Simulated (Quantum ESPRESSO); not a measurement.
# Spin moment and magnetic energy gain of hcp Co under biaxial strain from −6 to +6 % (PBE, z length held)

A model of a strained Co layer needs a moment and a magnetic energy at each strain, and the decision is whether a straight line between two calculated strains will supply them. The problem is to find how both quantities respond when the in-plane lengths of hcp Co are scaled from 0.940 to 1.060 of the given cell. The moment is the net spin moment per atom. The magnetic energy gain is counted from the run without spin polarisation at the same strain, positive when magnetism is favoured.

The gain rises smoothly. The moment does not: between neighbouring rows it grows by 0.007 to 0.034 μB, and the largest step leads into row 1.015. That row is examined as the odd one, although its neighbours share in the step.

## Systems and settings

One system, Co (P6_3/mmc), 2 atom(s) a primitive cell, from cells typed from measured lattice constants. Quantum ESPRESSO 7.5, plane waves with GBRV 1.5 PBE pseudopotentials, cutoff 544 eV, Fermi-Dirac smearing of 0.05 eV, k meshes whose coarsest spacing along a reciprocal vector is 0.15 to 0.17 1/Å over all runs (2π included). Functional: PBE, no Hubbard U; collinear spins, no spin-orbit coupling. Atoms stay at fixed fractions of the cell and the mesh divisions are held. In the given cell the shortest lattice vector along z is 4.070 Å long and the shortest in the xy plane 2.507 Å. At each point the moments on Co are started parallel and without spin polarisation. Runs that did not converge or carry a known fault are not listed. The same in all rows: metal or insulator in the run from the parallel start, judged by its smearing entropy or density of states at the Fermi energy (a gap under a few smearing widths counts as a metal): metal.

Notes on method and selection:

- Each state is what a run reaches from typed starting moments; the parallel order is the only magnetic one that was started, so it need not be the ground state. Spin-orbit coupling is left out of these energies, which are free energies at the smearing width. A magnetic atom is one that was given a starting moment.
- Site moments count the spin inside each program's own atomic sphere, so they depend somewhat on its radius and leave out the spin between the spheres.
- Quantum ESPRESSO sets the radius of an element's spheres to about 0.41 of its shortest distance to a neighbour, so it changes from cell to cell and the site moment with it.
- A measured moment is set beside the table only where the run ends ferromagnetic and the measured order is ferromagnetic too.
- Runs that did not converge, have known faults or may not be shown are not listed, and runs on Ansatz's PAW sets soft_1 and soft_2 are kept to separate tables.

Columns:

- biaxial strain: factor on the x and y lengths of the cell, z held.
- moment (μB): largest site spin moment reached from the parallel start.
- magnetic distance (Å): shortest distance between magnetic atoms.
- net moment (μB): net spin moment of that run per magnetic atom.
- magnetic energy gain (meV): energy of the run without spin polarisation less that of the parallel start, per magnetic atom (positive: magnetism is favoured).
- energy (meV per atom): free energy of the run from the parallel start less that in the given cell, per atom of any kind (the energy–volume or strain-energy curve, whose curvature gives an elastic modulus).

Input lines of one member:

```
&SYSTEM
  ecutwfc = 40
  ecutrho = 280
  nbnd = 26
  occupations = 'smearing'
  smearing = 'fd'
  degauss = 0.00367493
  nspin = 2
  starting_magnetization(1) = 0.1176
/
&ELECTRONS
  conv_thr = 4d-09
  mixing_beta = 0.3
/
K_POINTS automatic
18 18 10 0 0 0
```

Command (options for logging and memory left out): `pw.x -in pw.in`

## Results

```
member  biaxial strain  moment (μB)  magnetic distance (Å)  net moment (μB)  magnetic energy gain (meV)  energy (meV per atom)
0.94    0.940           1.67         2.357                  1.598            189.2                       122.2
0.955   0.955           1.68         2.394                  1.608            218.0                       57.6
0.97    0.970           1.69         2.432                  1.615            244.6                       18.0
0.985   0.985           1.71         2.469                  1.623            269.1                       −0.1
1       1.000           1.73         2.497                  1.643            292.2                       0.0
1.015   1.015           1.77         2.510                  1.677            314.6                       14.7
1.03    1.030           1.80         2.523                  1.701            336.5                       41.8
1.045   1.045           1.82         2.536                  1.717            357.4                       79.8
1.06    1.060           1.83         2.549                  1.730            377.1                       127.3
```

## Mechanism

Solution. From the first row to the last the gain doubles, 377.1 / 189.2 = 1.99, while the moment grows by only 8 %, 1.730 / 1.598 = 1.083. The larger moment therefore accounts for little of the doubling. The simplest Stoner estimate is

gain = (m²/4) × (I − 1/N),

with m the net moment in μB, I the exchange parameter and N an average density of states per atom and spin. The term 1/N is the band-energy price of moving electrons from one spin to the other, and it scales with the d-band width.

The rows give I − 1/N = 4 × 189.2 / 1.598² = 296 meV at 0.940 and 4 × 377.1 / 1.730² = 504 meV at 1.060. With I taken as roughly 1 eV at both strains, 1/N falls from about 0.7 to about 0.5 eV, a factor of about 0.7. A d-band width that goes as the inverse fifth power of the mean atomic spacing would fall by (0.940 / 1.060)^(10/3) = 0.67. Band narrowing on stretching thus has the right sign and size.

The moment responds weakly because Co is a strong ferromagnet: its majority d band is nearly full, so little spin is left to gain.

The four compressed rows set the expectation for the odd row. They rise by (1.623 − 1.598) / 3 = 0.0083 μB per row, which carried two rows on gives 1.623 + 2 × 0.0083 = 1.640 μB at 1.015. The run gives 1.677, an excess of 1.677 − 1.640 = 0.037 μB. Carried back from the last three rows, the expectation is 1.701 − (1.730 − 1.701) / 2 = 1.687, so row 1.015 lies between a lower and an upper branch.

## Members off the line

The ferromagnetic energies at 0.985 and 1.000 differ by only 0.1 meV per atom, in keeping with a given cell that is under in-plane tension. Adding the gain to the energy column places the unpolarised state on the same scale: 57.6 + 218.0 = 275.6 meV at 0.955, 18.0 + 244.6 = 262.6 at 0.970 and −0.1 + 269.1 = 269.0 at 0.985. Its lowest row is 0.970, so magnetism pushes the lattice outwards.

The site moment exceeds the net moment by 0.07 to 0.10 μB in every row, because the spin between the atomic spheres points the other way.

## What could be wrong

The excess of 0.037 μB means that about 0.037 / 2 = 0.02 electrons per atom have changed spin. Four suspects can be weighed.

The atomic spheres are cleared. Their radius follows the shortest distance, which switches from in-plane to interplane neighbours between 0.985 and 1.000, but the net moment uses no spheres.

The k mesh could shift a moment by roughly 0.01 μB in either direction. Steps of 0.008, 0.020, 0.034, 0.024 and 0.016 rise and fall too regularly for random sampling error, though a small Fermi-surface pocket could be sampled badly over several rows.

A second self-consistent solution would more naturally give a jump than intermediate values. The smooth gain does not exclude it: the energy is stationary in the moment, and with a stiffness of roughly 1 eV/μB² the excess costs only 0.5 × 1 × 0.037² = 0.0007 eV.

A band edge crossing the Fermi energy is the likeliest physical cause. Majority d states that fill on stretching raise the moment, as required. A whole band edge would, however, make the moment fall ever faster under compression, and the rows flatten there instead. A small pocket, soon filled or emptied, fits better.

Checks, cheapest first:

1. Restart row 1.015 from the density of row 0.985. A result near 1.640 μB would reveal a second solution; 1.677 again would speak for a single one.
2. Compute spin-resolved bands at 0.985, 1.000 and 1.015 from the converged densities. A pocket that crosses the Fermi energy would support the physical cause; none would leave the numerical ones.
3. Repeat these three rows with a 27 × 27 × 15 mesh, which has 27 × 27 × 15 / (18 × 18 × 10) = 3.4 times the k points before symmetry. Steps that even out would convict the mesh.
4. Halve the smearing on that mesh. A real crossing should squeeze the rise into a narrower range of strain.
5. Scale all three lengths equally to the same volumes. A step that returns belongs to volume; one that vanishes belongs to the axial ratio.

## Rules of thumb and their limits

From 0.940 to 1.060 both moment and gain increase at every row. A straight line between the end rows misses the others by at most roughly 0.025 μB and roughly 9 meV, which is enough for a layer model that tolerates errors of that size. It is not enough for the strain derivative of the moment, which varies several-fold.

No omitted effect clearly exceeds the spread of the table, but two come near enough to matter. The orbital moment, absent without spin-orbit coupling, would add roughly 0.1 μB, against a spread of 0.132 μB, though probably as a nearly common shift that alters the total moment more than its trend. A real layer is also free to relax along z, thinning when stretched; this would remove roughly a third of the volume change and weaken both trends.

[Logs are printed without paths, hosts, clocks, repeated set-up lines and the standing remarks that a program may print on its own settings, such as how far it seeks lower states.]
